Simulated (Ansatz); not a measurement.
# Ligand exchange: SnH2(CH3)Cl + CClF3 → SnH2Cl2 + C2H3F3

Species: SnH2(CH3)Cl, singlet; CClF3 `FC(F)(F)Cl`, singlet; SnH2Cl2 `[Cl][SnH2][Cl]`, singlet; C2H3F3 (1,1,1-trifluoroethane) `CC(F)(F)F`, singlet. The partners trade CH3 for Cl: Sn–CH3 and C–Cl bonds give way to Sn–Cl and C–CH3.

Shapes, held fixed at every level: PBE0-D4/def2-TZVP. Programs: Ansatz 0.2.0. The zero-point and thermal change to 298 K, harmonic and unscaled (PBE0-D4/def2-TZVP), is +5.8 kJ/mol.

| level | kind | ΔH(298 K) (kJ/mol) | less CCSD(T)/def2-TZVPP |
| --- | --- | --- | --- |
| HF/def2-SVP | Hartree–Fock | -193.5 | -41.1 |
| SPW92/def2-TZVPP | LDA | -142.2 | +10.2 |
| BHLYP-D4/def2-TZVPP | global hybrid | -169.1 | -16.7 |
| wB97M-V/def2-TZVPP | range-separated hybrid | -154.8 | -2.4 |
| MP2/def2-TZVPP | perturbation theory | -151.7 | +0.7 |
| CCSD/def2-TZVPP | coupled cluster or CI | -156.9 | -4.5 |
| CCSD(T)/def2-TZVPP | coupled cluster or CI | -152.4 | 0.0 |

The highest level, CCSD(T)/def2-TZVPP, gives ΔH(298 K) = -152.4 kJ/mol; the levels span -193.5 to -142.2. The column of differences is taken from that level and isn't an error. No measured value is set beside it here. For atoms past krypton def2 sets carry core potentials with scalar relativity. Correlated rows may include outer-core shells of Sn, which these sets cover unevenly.

The exchange is strongly exothermic at every level, so its direction doesn't depend on the treatment of correlation. The driving force is mainly the replacement of a fairly weak Sn–CH3 bond by a strong, polar Sn–Cl bond. Tin's diffuse valence orbitals overlap modestly with carbon, whereas its low electronegativity favours charge transfer to chlorine. On the carbon side, the C–Cl bond gives way to a robust C–C bond, in which electron-releasing methyl meets strongly withdrawing CF3, and this probably adds to the gain. With two molecules on each side, the thermal term stays small and the enthalpy is essentially electronic.

Perturbative triples reduce the exothermicity from -156.9 to -152.4 kJ/mol. MP2 lies closer to CCSD(T) than CCSD does, which suggests some cancellation of errors rather than a better account of correlation. The much larger Hartree–Fock offset can't be assigned to missing correlation alone, since the basis changes too. A favourable enthalpy leaves open whether the exchange has an accessible pathway, as both C–Cl and Sn–C cleavage may be kinetically hindered.
